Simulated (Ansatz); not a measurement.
**C2H8InN: which of these isomers lies lowest?**

2 of its isomers, all singlets with charge 0: A = `C[NH][InH][CH3]`; B = `[CH3][In]([CH3])[NH2]`.

Shapes, held fixed at every level: PBE0-D4/def2-TZVP. Flexible molecules stand in one conformer, not always the lowest. Programs: Ansatz 0.2.0.

A:

```xyz
12

C    -0.6657    2.2179    0.2080
N    -0.6528    0.7914   -0.0029
In    0.9196   -0.4694    0.0969
C     0.4624   -2.5287   -0.2855
H    -1.3086    2.5186    1.0470
H    -1.0029    2.7756   -0.6768
H     0.3429    2.5711    0.4395
H    -1.5666    0.4255   -0.2216
H     2.3937    0.3249    0.4803
H    -0.5791   -2.6360   -0.5893
H     0.6296   -3.1241    0.6137
H     1.1042   -2.9219   -1.0751
```

B:

```xyz
12

C    -0.7040    1.7604   -0.9492
In   -0.0314   -0.0594   -0.0258
C     1.4870   -0.4187    1.4515
N    -0.9927   -1.7213   -0.6562
H     0.1237    2.2590   -1.4564
H    -1.0982    2.4454   -0.1963
H    -1.4877    1.5496   -1.6773
H     1.1596   -0.0447    2.4237
H     1.6855   -1.4874    1.5386
H     2.4133    0.0942    1.1881
H    -1.7445   -1.7266   -1.3255
H    -0.8104   -2.6505   -0.3152
```

Electronic energies in kJ/mol, without zero-point or thermal terms.

```csv
level,kind,B − A
PBE-D4/def2-TZVPP,GGA,-59.9
r2SCAN-D4/def2-TZVPP,meta-GGA,-62.9
r2SCAN0-D4/def2-TZVPP,global hybrid,-63.4
B2PLYP/def2-TZVPP,double hybrid,-65.2
MP2/def2-TZVPP,perturbation theory,-73.6
CCSD(T)/def2-SVP,coupled cluster or CI,-43.6
CCSD(T)/def2-TZVPP,coupled cluster or CI,-66.0
```

The highest level, CCSD(T)/def2-TZVPP, puts B lowest of these. All levels agree on that. The B − A difference spans -73.6 to -43.6 kJ/mol over the levels. For atoms past krypton def2 sets carry core potentials with scalar relativity. Outer-core shells of In are correlated in most correlated rows, in sets that cover them unevenly.

Dimethylindium amide (B) lies clearly below the methylamido indium hydride (A), and the preference survives every change of method and basis. Both isomers contain three-coordinate In(III) bound to an amide nitrogen, so the In–N bond and any weak donation from the nitrogen lone pair into the empty indium 5p orbital should largely cancel. What differs is the placement of one methyl group and one hydrogen: going from A to B trades a C–N and an In–H bond for an N–H and an In–C bond. The strength of N–H relative to C–N probably drives the preference, outweighing the cost of replacing In–H by In–C.

The size of the gap is less secure than its sign. Enlarging the basis moves the CCSD(T) value from -43.6 to -66.0 kJ/mol, a larger shift than the whole spread among the methods in the triple-zeta basis. The close match of B2PLYP to the larger-basis CCSD(T) result therefore doesn't establish its accuracy. The ordering applies to isolated monomers, whereas indium amides commonly associate through nitrogen bridges.
